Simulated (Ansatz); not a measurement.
# Numerical convergence of the LDA band gap and electron mass of rutile SnO2: cutoff, k meshes and difference steps

In rutile SnO2 each tin atom sits in an octahedron of oxygen. The top of the valence band is mainly O 2p, and the bottom of the conduction band is a broad, largely Sn 5s state. That light conduction band makes doped SnO2 useful as a transparent conductor, where the gap sets the window for light and the electron mass enters the mobility. We examine how far the two computed quantities depend on numerical settings, and which refinement repays its cost. The gap is the Kohn-Sham difference between the band edges at Gamma, and the mass is given in free-electron masses. Shifts are measured against the default row, at the same LDA level and fixed lattice, so they describe numerical convergence and not agreement with experiment.

## Systems and settings

SnO2 (rutile), space group 136, 6 atoms in the cell, held at the lattice of the database entry (primitive vectors 4.738, 4.738, 3.187 angstrom). Ansatz 0.2.0, plane waves with PAW potentials, LDA, scalar-relativistic, no spin-orbit coupling, no spin polarisation. Each row changes the setting that names it; the dense mesh can differ between the default row and the others and is listed. The Gaussian smearing width is 0.01 eV, but 0.02 eV in part of the runs of the default row. Band extrema (Gamma to Gamma) were located on the dense mesh and refined; masses are central differences at the two steps listed.

Notes on method and selection:

- Times are from shared machines (Arm Neoverse V1, Arm Neoverse V2, Intel Xeon Platinum 8488C (Sapphire Rapids)) and rough.
- Masses are recorded to three decimals.
- Runs with deliberately poor settings are left out.
- In some or all of these runs the check for a lower neighbouring minimum or state was switched off (adjacent_minimum: false), so a lower one is not excluded.
- Runs that did not converge, have known faults, used another set of PAW files or may not be shown are not listed.

Columns:

- cutoff (eV): plane-wave cutoff of the wave functions.
- k mesh: self-consistent k mesh.
- dense mesh: dense mesh of the search for extrema.
- steps (1/Å): steps of the central differences.
- band gap (eV): fundamental Kohn-Sham gap, conduction-band minimum minus valence-band maximum.
- electron mass (m_e): electron conductivity mass of the lowest conduction valley, harmonic mean of its three principal masses, in free-electron masses.
- cost (core-seconds): processor time of the self-consistent run (in the default row a relaxation of the atoms at fixed lattice) and the band passes of this row, summed over threads.

## Computed values

| member | cutoff (eV) | k mesh | dense mesh | steps (1/Å) | band gap (eV) | electron mass (m_e) | cost (core-seconds) | remark |
| --- | --- | --- | --- | --- | --- | --- | --- | --- |
| self-consistent mesh refined | 420 | 8x8x11 | 10x10x14 | 0.008 and 0.03 | 1.1123 | 0.194 | 59 | timed on Arm Neoverse V1 |
| larger difference steps | 420 | 6x6x8 | 10x10x14 | 0.03 and 0.08 | 1.1122 | 0.196 | 43 | timed on Arm Neoverse V2 |
| cutoff lowered | 294 | 6x6x8 | 10x10x14 | 0.008 and 0.03 | 1.0121 | 0.189 | 27 | timed on Arm Neoverse V2 |
| dense mesh coarsened | 420 | 6x6x8 | 6x6x8 | 0.008 and 0.03 | 1.1122 | 0.194 | 24 | timed on Intel Xeon Platinum 8488C (Sapphire Rapids) |
| default settings | 420 | 6x6x8 | 10x10x16 | 0.008 and 0.03 | 1.1122 | 0.194 | 56 | timed on Arm Neoverse V2 |
| cutoff raised | 588 | 6x6x8 | 10x10x14 | 0.008 and 0.03 | 1.1146 | 0.195 | 64 | timed on Arm Neoverse V2 |
| self-consistent mesh halved | 420 | 3x3x4 | 10x10x14 | 0.008 and 0.03 | ? | ? | 33 |  |
| dense mesh refined | 420 | 6x6x8 | 12x12x18 | 0.008 and 0.03 | 1.1122 | 0.194 | 38 | timed on Intel Xeon Platinum 8488C (Sapphire Rapids) |

Cells marked ? are withheld until the estimate has been made.

## Interpretation

The plane-wave cutoff moves the gap most. Lowering it from 420 to 294 eV changes the gap by 1.0121 − 1.1122 = −0.1001 eV, while raising it to 588 eV adds only 1.1146 − 1.1122 = 0.0024 eV. The other rows shown stay within 0.0001 eV of the default.

A likely cause is that the basis is too small for the compact oxygen states. The gap then shrinks from both sides: relative to the mean electrostatic potential of the cell, the valence edge rises and the conduction edge falls. Fewer plane waves in a fixed potential could only raise the levels, so the fall of the conduction edge points to a change in the self-consistent density and potential as well. The lowered cutoff is also below the value recommended for the potentials, so its error should not be taken as typical of a modest saving.

The mass, too, changes most at the low cutoff. It falls from 0.194 to 0.189 at the low cutoff, a change of −0.005 / 0.194 = −2.6 %. Larger difference steps raise it to 0.196, the sign expected of a conduction band that rises less steeply than a parabola away from its minimum. The change of 0.001 at the raised cutoff is one unit of the last recorded digit.

Refining the dense mesh changes neither quantity. Both extrema lie at Gamma and are refined after the search, so a finer search has little to add. Refining the self-consistent mesh brings no useful gain either.

The raised cutoff is therefore the only refinement shown that is worth paying for, and only when the gap is needed to better than a few meV. At 64 core-seconds it is cheap in absolute terms. For comparison with experiment the default suffices, because LDA underestimates the gap of such oxides by far more than 0.0024 eV. Deliberately poor settings were left out, so this ranking holds for moderate changes only.

## Prediction

Plain estimates from the members shown:

- self-consistent mesh halved, mean of the 7 members shown: 1.0983 eV, standard deviation 0.035

The mean of the seven members, 1.0983 eV, is pulled down by the row with the lowered cutoff. The halved mesh keeps the cutoff at 420 eV, so we start from the default gap of 1.1122 eV. The same choice reproduces the row with the refined self-consistent mesh to 0.0001 eV.

The coarser mesh acts on the gap only through the self-consistent density and potential, since the band edges are still searched on a 10x10x14 mesh. In an insulator with filled bands this sampling error falls roughly exponentially with the number of divisions $N$, as $e(N) = A q^N$. Halving the mesh then gives $e(N/2) = \sqrt{A\,e(N)}$.

We take $e(N)$ as the difference between the 6x6x8 and 8x8x11 meshes, 0.0001 eV. With $A$ as large as the gap itself, a generous choice, the error of the halved mesh would be √(1.1122 × 0.0001) = 0.011 eV. The prefactor should be well below the whole gap, because a sampling error in the density shifts both band edges partly together.

The difference of 0.0001 eV is at the rounding limit and gives no reliable sign, so we apply no shift. With only one mesh difference to go by, the error bar is a judgement: we set one standard deviation at 0.004 eV, somewhat under half of the generous figure.

**Committed estimate, self-consistent mesh halved: band gap = 1.112 ± 0.004 eV.**

## How the estimate fared

| member | cutoff (eV) | k mesh | dense mesh | steps (1/Å) | band gap (eV) | electron mass (m_e) | cost (core-seconds) | remark |
| --- | --- | --- | --- | --- | --- | --- | --- | --- |
| self-consistent mesh halved | 420 | 3x3x4 | 10x10x14 | 0.008 and 0.03 | 1.1090 | 0.194 | 33 | timed on Arm Neoverse V1 |

| member | estimate | band gap (eV) | computed | estimate − computed | miss in error bars |
| --- | --- | --- | --- | --- | --- |
| self-consistent mesh halved | committed | 1.1120 | 1.1090 | +0.0030 | 0.8 |
| self-consistent mesh halved | mean | 1.0983 | 1.1090 | −0.0107 |  |

The estimate of 1.112 eV was 0.0030 eV above the computed 1.1090 eV, a miss of 0.8 error bars and so inside the stated range. The mean of the seven members missed by 0.0107 eV in the other direction, because it includes the row with the lowered cutoff.

Starting from the default gap was sound, but assuming no shift was not quite right. Halving the mesh changes the gap by 1.1090 − 1.1122 = −0.0032 eV, slightly more in size than raising the cutoff does. The refined mesh had hinted at this sign with a rise of 0.0001 eV, a change too close to rounding to be relied on.

The shift is well below our generous figure of 0.011 eV, as expected for an insulator, whose density converges quickly with the mesh. The mass stays at 0.194, so the coarser density moves the band edges slightly relative to each other without a visible change in the curvature of the conduction band.

## Exceptions

The lowered cutoff stands apart. Its gap is 0.1001 eV below the default, about 31 times the shift from halving the mesh (0.1001 / 0.0032 = 31), while the other seven rows lie within 1.1146 − 1.1090 = 0.0056 eV of one another. The likeliest reason is a basis too incomplete for the compact oxygen states, which also disturbs the self-consistent potential.

This row also has the lightest electron. A smaller separation between the conduction band and the valence states that couple to it makes the conduction band steeper, so the sign fits. The gap falls by 0.1001 / 1.1122 = 9.0 %, but the mass by only 2.6 %. That difference is reasonable in rutile SnO2, where the optical transition between the two band edges is dipole-forbidden: the states that set the electron mass lie deeper in the valence band, and the same shift is a smaller fraction of their larger separation.

## Cost against accuracy

The lowered and raised cutoffs, both timed on Arm Neoverse V2, took 27 and 64 core-seconds, a ratio of 64 / 27 = 2.4. The extra 37 core-seconds remove 1.1146 − 1.0121 = 0.1025 eV of error in the gap, nearly all of which is already gone at 420 eV. Smaller differences in cost are not interpreted, since the machines vary and the default row includes a relaxation. With every run near a minute of processor time or less, a single calculation on this cell gives no reason to go below the default cutoff or mesh.

## Conclusions and limits

For this cell at fixed lattice, the default gap predicts every other row with a cutoff of 420 eV or more to within 0.0032 eV. It fails by 0.1001 eV at 294 eV, so the rule should not be carried to low cutoffs.

The effect on the intrinsic carrier density, which varies as $\exp(-E_g/2k_BT)$, shows what these errors mean in practice. With $k_BT$ roughly 0.026 eV at room temperature, $2k_BT$ is 2 × 0.026 = 0.052 eV, and the error of the low cutoff multiplies the density by exp(0.1001 / 0.052) = 6.9, and that of the halved mesh by exp(0.0032 / 0.052) = 1.06.

The error of LDA itself is far larger than the spread of the table: it makes the gap much too small, and tends to make the electron too light as well. For a gap to compare with experiment, effort is better spent on a hybrid functional or a quasiparticle calculation than on settings finer than the default.
